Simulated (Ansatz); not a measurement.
SbPb3: the change of energy above lowest point with volume scale

Results calculated with Ansatz 0.2.0, not measured. Free energy against uniform scaling of the volume at fixed shape and fractions; periodic cell, basis, potentials, k mesh and filling as listed.

The cell before it is scaled or strained (space group P-6m2, No. 187):
```
CELL_PARAMETERS angstrom
3.41420 0.00000 0.00000
-1.70710 2.95680 0.00000
0.00000 0.00000 11.59540
ATOMIC_POSITIONS crystal
Sb 0.00000 0.00000 0.50000
Pb 0.00000 0.00000 0.00000
Pb 0.66667 0.33333 0.74595
Pb 0.66667 0.33333 0.25405
```

Settings of every row: functional r2SCAN; dispersion none; potentials norm-conserving; wave cutoff 1230 eV; density cutoff 4920 eV; k mesh 8x8x2; k shift 0x0x0; occupations fermi dirac; smearing width 0.05 eV; spin none; SCF threshold exponent -6.

Limits: coarse k mesh, up to 40 meV an atom off; no spin-orbit coupling, which can matter with elements this heavy; the cell comes from a prototype or a list of computed structures and needn't be the stable phase.

| row | volume scale | V (Å³/atom) | energy above lowest point (meV/atom) |
| --- | --- | --- | --- |
| 1 | 0.9167 | 26.826 | 65.7 |
| 2 | 0.9583 | 28.044 | ? |
| 3 | 1 | 29.264 | 3.8 |
| 4 | 1.0417 | 30.485 | 0 |
| 5 | 1.0833 | 31.702 | 9.2 |

Question: what energy above lowest point should row 2 give?

Worked fit of energy above lowest point. Take u = (V_r/V)^(2/3) − 1 with V_r = 29.874 Å³ an atom, which is twice the finite (Eulerian) strain; such expansions in the strain, on which the Birch-Murnaghan equation of state is built, carry the rest volume and the bulk modulus. The shown rows have u = 0.07438, 0.01385, -0.01341, -0.03882. Least squares give energy above lowest point = 0 + 145.9 × u + 9910 × u² meV/atom; a straight line predicts inner rows, each left out in turn, worse (root mean square 19 against 0.36 meV/atom). The rows lie off it by 0.0, -0.1, 0.2, -0.1. Its lowest point lies at u = -0.0074, or V = 30.21 Å³ an atom, and the curvature there gives the bulk modulus at fixed shape and fractions, B = (4/9)(1 + u)² E″(u)/V = 46 GPa. Letting shape and atoms relax would as a rule lower it, by much in layered, chain or molecular crystals. The withheld row has u = 0.04304, so the fit gives 0 + 145.9 × (0.04304) + 9910 × (0.04304)² = 24.6 meV/atom.

The calculation gave 24.2 meV/atom. The fit lies 0.4 meV/atom (1.7 % of the value, 0.61 % of the column's range) above it; its largest miss of a shown row is 0.2 meV/atom.
